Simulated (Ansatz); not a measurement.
## A series in volume scale on SnTe

Results calculated with Ansatz 0.2.0, not measured. Free energy against uniform scaling of the volume at fixed shape and fractions; periodic cell, basis, potentials, k mesh and filling as listed.

The cell before it is scaled or strained (space group F-43m, No. 216):
```
CELL_PARAMETERS angstrom
0.00000 3.62310 3.62310
3.62310 0.00000 3.62310
3.62310 3.62310 0.00000
ATOMIC_POSITIONS crystal
Sn 0.00000 0.00000 0.00000
Te 0.75000 0.75000 0.75000
```

Settings of every row: functional LDA; dispersion none; potentials PAW; wave cutoff 510 eV; density cutoff 2040 eV; k mesh 6x6x6; k shift 0x0x0; occupations fixed; smearing width 0 eV; spin none.

Limits: coarse k mesh, up to 40 meV an atom off; minimum outside the range; no spin-orbit coupling, which can matter with elements this heavy; the cell comes from a prototype or a list of computed structures and needn't be the stable phase.

```csv
row,volume scale,V (Å³/atom),energy above lowest point (meV/atom)
1,0.9406,44.735,0
2,0.9703,46.147,?
3,1,47.56,30.4
4,1.0297,48.972,53.8
5,1.0594,50.385,81.4
```

Question: what energy above lowest point should row 2 give?

Worked fit of energy above lowest point. Take u = (V_r/V)^(2/3) − 1 with V_r = 48.266 Å³ an atom, which is twice the finite (Eulerian) strain; such expansions in the strain, on which the Birch-Murnaghan equation of state is built, carry the rest volume and the bulk modulus. The shown rows have u = 0.05195, 0.00987, -0.00963, -0.02824. Least squares give energy above lowest point = 41.51 − 1197.1 × u + 7660 × u² meV/atom; a straight line predicts inner rows, each left out in turn, worse (root mean square 7.5 against 0.11 meV/atom). The rows lie off it by 0.0, 0.0, 0.1, 0.0. The withheld row has u = 0.03038, so the fit gives 41.51 − 1197.1 × (0.03038) + 7660 × (0.03038)² = 12.2 meV/atom.

The calculation gave 12.2 meV/atom. The fit meets it to the printed digit.
